The row that looks wrong is the tight-binding method GFN2-xTB. Its band gap of 1.33 eV lies almost on the measured gap of bulk InSe, which is roughly 1.3 eV as a recalled figure. Yet the same method makes the crystal about 11% too large, relative to the cell relaxed with r2SCAN and a dispersion correction, and gives it the lowest bulk modulus of the three that were computed. PM7 does the reverse: its gap is the worst of all, and its volume is within about 1% of that cell.

Bulk InSe (P6_3/mmc, 8-atom cell), computed with several programs at the levels of theory named in the rows, without spin-orbit coupling. Band gaps are for the cell relaxed with r2SCAN+rVV10, which PM6 and PM7 repeat as a periodic 3×3×1 cluster. Volumes are each method's own, and bulk moduli hold the cell shape fixed.

```
               name                 kind  band gap (eV)  volume per atom (Å³)  bulk modulus (GPa)  atoms computed  rough processor time, order of size (s)
                PM7       semi-empirical          5.828                 29.88               60.40              72                                        5
                PM6       semi-empirical          5.390                   n/a                 n/a              72                                        6
PBE coarse-settings  low cutoff and mesh          0.425                   n/a                 n/a               8                                        9
    GFN2-xTB tblite        tight binding          1.327                 32.93               27.40              72                                       10
            PBE SZV          small basis          0.375                   n/a                 n/a               8                                       30
                PBE            semilocal          0.449                   n/a                 n/a               8                                       60
           PBE DZVP          small basis          0.422                 31.39               43.50               8                                      100
             r2SCAN            semilocal          0.879                   n/a                 n/a               8                                      200
```

The contradiction goes away once it is clear that the two results ask different questions. A band gap compares the energies of two orbitals, one filled and one empty, with the atoms held still. A volume depends on how the total energy changes when the atoms move apart, and the empty orbitals don't enter that energy directly. A method can therefore treat the bonds well and the empty states badly, or the other way round.

Every gap in the table was computed on the same crystal, so the differences between them don't come from the geometry. They come from the treatment of the electrons and, in small part, from the k meshes, which aren't the same in all calculations on the 8-atom cell (6×6×1, 5×5×3 and 12×12×2). PM6, PM7 and GFN2-xTB run on a periodic cluster of 72 atoms and so sample few k points. The cluster does include the zone centre, where the coarse PBE and SZV calculations both place the gap, so sparse sampling is unlikely to be the main cause of the large differences. In this crystal each indium atom binds three selenium atoms and one other indium, and the atoms form sheets held together by weak forces. Filled bonding states and empty antibonding states face each other across the gap. What matters is how each method places the empty states relative to the filled ones.

A true gap is the cost of taking an electron out of the crystal at one place and putting it back far away. PBE estimates this cost from orbitals that all feel one common potential. In exact theory that potential jumps by a constant when an electron is added across the gap, and a semilocal functional lacks the jump. This is the standard reason why the PBE gap, 0.45 eV, is so small. A run with the GLLB-SC functional, which estimates the jump directly, ran out of time, so the size of the jump isn't tested here.

The functional r2SCAN also looks at the kinetic energy density of the orbitals. Its potential then acts differently on different orbitals, and part of the jump appears in the gap. The table shows the size of the gain: the gap opens by 0.43 eV, to about twice the PBE value. It still falls short of the rough measured figure by about 0.4 eV, though a measured gap also contains spin-orbit coupling and the motion of the atoms, which these calculations leave out.

PM6 and PM7 err in the opposite direction, because their gaps are Hartree-Fock orbital gaps. In that picture an added electron meets the full repulsion of the others, which stay frozen in place. In a real semiconductor the surrounding electrons shift to screen the added charge, and this lowers the cost considerably. Without that screening the PM7 gap comes out more than four times as large as the rough measured figure, and the minimal basis, which describes empty bands poorly, makes the number less reliable still.

GFN2-xTB falls between these two groups, but that is no sign that it has found the right balance. Its orbital energies rest on a minimal basis and on parameters fitted to molecules, so nothing in its construction ties its gap to the cost of moving an electron through a crystal. There is a second reason for caution. The good gap was computed on a cell that the method itself would not keep, since at that volume it finds the crystal under a pressure of almost 4 GPa.

That pressure leads to the other half of the table. A crystal that a method finds compressed will expand until the pressure is gone. How far it goes depends on how stiff it is, and the stiffness itself falls on the way, because stretched bonds resist less. The volume error thus combines two properties of the method: how hard it pushes outward at the shared cell, and how firmly it holds the atoms once they have moved.

The simplest formula with both ingredients lets the bulk modulus grow linearly with the pressure:

−V dP/dV = B₀ + B′P

Here V is the volume, P the pressure, B₀ the modulus at zero pressure and B′ the rate at which the modulus rises with pressure. Integrating from the shared cell, with volume V and pressure P, to the method's own volume V₀ gives the Murnaghan relation:

V₀ = V (1 + B′P/B₀)^(1/B′)

For GFN2-xTB the shared cell has 29.58 Å³ per atom, the computed pressure is 3.96 GPa and the modulus is 27.4 GPa. For B′ the value 5 is assumed, which is typical of solids:

V₀ = 29.58 × (1 + 5 × 3.96/27.4)^(1/5) ≈ 29.58 × 1.115 ≈ 32.98 Å³ per atom

The table has 32.93. Nothing was fitted, and taking 4 or 6 for B′ changes the result by less than 1%. The linear estimate, in which the relative expansion is simply P/B₀, gives 14% in place of 11%, because it uses the softness of the expanded crystal for the whole path. Such agreement is to be expected, because the three quantities describe one curve of energy against volume: the pressure is its downward slope, the preferred volume its minimum, and the modulus follows from its curvature there. It says nothing about whether the method describes InSe well.

Read backwards, the same relation turns a volume into a pressure. The PBE calculation with the DZVP basis expands by 6%, which corresponds to about 3.0 GPa at the shared cell. A separate PBE calculation with plane waves and coarse settings found 2.6 GPa there. The two differ in basis, the low cutoff affects the second, computed pressures carry some grid noise, and the relation assumes a cell that keeps its shape as it expands, so only rough agreement could be hoped for. It is what one would expect if most of this expansion belongs to PBE itself and not to one particular basis, but the coarse run can't settle that. The sounder test is the pressure from the table's own PBE run, which has a cutoff of 420 eV and carries no cutoff warning. That pressure isn't used in this comparison, so the conclusion stays provisional.

Part of the reason is well known: PBE lacks the dispersion attraction that draws the sheets together. But the coarse calculation finds the crystal compressed almost as strongly within the sheets as across them, which, as far as a stress at so low a cutoff can be trusted, points to the bonds inside the sheets as well. PBE is known to make such bonds somewhat too long. For GFN2-xTB the first explanation fails, since that method includes dispersion and still expands by 11%, almost twice as far as PBE with the DZVP basis. A possible cause is that parameters fitted to molecules put too much repulsion between atoms at the distances found in this crystal, but no calculation here tests that. The good volume of PM7 has a likely source in its fit to reference energies and structures, which can place the atoms well however poor the empty orbitals are, but one crystal can't tell this from luck.

The moduli follow from the volumes to a large extent. At their own volumes PM7 is 2.2 times as stiff as GFN2-xTB. If both are brought to the shared cell with the same formula, the ratio falls to about 1.4, or to between 1.2 and 1.5 if B′ is varied from 6 to 4. Much of the softness of GFN2-xTB is thus the softness of a crystal with stretched bonds, and the rest points to a real difference in how the methods describe the bonds. These moduli hold the shape of the cell fixed; a layered crystal free to change its shape would yield more easily, mainly between the sheets.

The smallest basis, SZV, shows the same split between gap and structure within a single functional. Its gap is only 0.07 eV below the plane-wave PBE value. The band edges consist largely of valence s and p orbitals, which even this basis contains, and errors common to both edges can cancel in the difference. A minimal basis can still put empty bands far off, so part of this closeness may be luck. The pressure shows no such closeness: at 6.8 GPa it is 2.6 times that of the coarse plane-wave calculation. The SZV energy still falls at the largest volume sampled, so this basis would expand the crystal even further than GFN2-xTB does, and the table has no volume for it. The likely reason is that a basis with so little freedom to adapt describes poorly how the energy responds when atoms move, though the low cutoff of the other calculation blurs the comparison. The still smaller differences among the other PBE gaps are of the size that changes of mesh, basis and potential can produce, and they carry no physical message.

The rows run roughly from cheap to dear, and neither the gap nor the volume improves steadily along them. Computing time buys a better basis or a better functional, and each of these repairs a particular fault. For another semiconductor the useful questions are therefore separate ones. The sign of the gap error can be guessed from how the method treats an added electron: too small without the jump in the potential, too large without screening. GFN2-xTB fits neither case, because its gap rests on fitted parameters. The volume error can be estimated from the pressure at a trusted cell and the stiffness.

The distinction matters where InSe serves as a thin transistor channel. The gap largely decides how well such a channel can be switched off, so the PBE value would suggest far more leakage than the material need have, while the PM7 value would make it look like an insulator. A channel of only a few sheets has a wider gap than the bulk crystal of the table, but the errors are expected to run the same way. Strain and layer spacing depend on the pressure and the stiffness, and a gap that happens to be right is no evidence for them. The output printed below gives the volume estimates and the comparison of moduli at the shared cell.

Numerical output:

```
Volume and stiffness against the shared cell:
              row  volume excess in %  implied pressure in GPa  modulus at shared cell in GPa
              PM7               1.014                   0.6251                          63.53
  GFN2-xTB tblite               11.33                     3.89                          46.85
         PBE DZVP               6.119                    3.008                          58.54
r2SCAN gap less PBE gap in eV: 0.43
PM7 gap less PBE gap in eV: 5.379
PM7 gap over PBE gap: 12.98
PBE gap less SZV gap in eV: 0.074
rough measured gap less PBE gap in eV: 0.851
rough measured gap less r2SCAN gap in eV: 0.421
GFN2 volume from its pressure with derivative 5 in A3 per atom: 32.98
the same with derivative 4: 33.16
the same with derivative 6: 32.83
the same with constant modulus: 33.86
miss of the derivative 5 estimate in %: 0.1561
miss of the constant modulus estimate in %: 2.821
PM7 modulus over GFN2 modulus at own volumes: 2.204
the same ratio at the shared cell with derivative 5: 1.356
the same ratio at the shared cell with derivative 4: 1.494
the same ratio at the shared cell with derivative 6: 1.23
SZV pressure over coarse PBE pressure: 2.59
coarse PBE stress across the sheets over stress within them: 1.083
GFN2 stress across the sheets over stress within them: 1.427
```
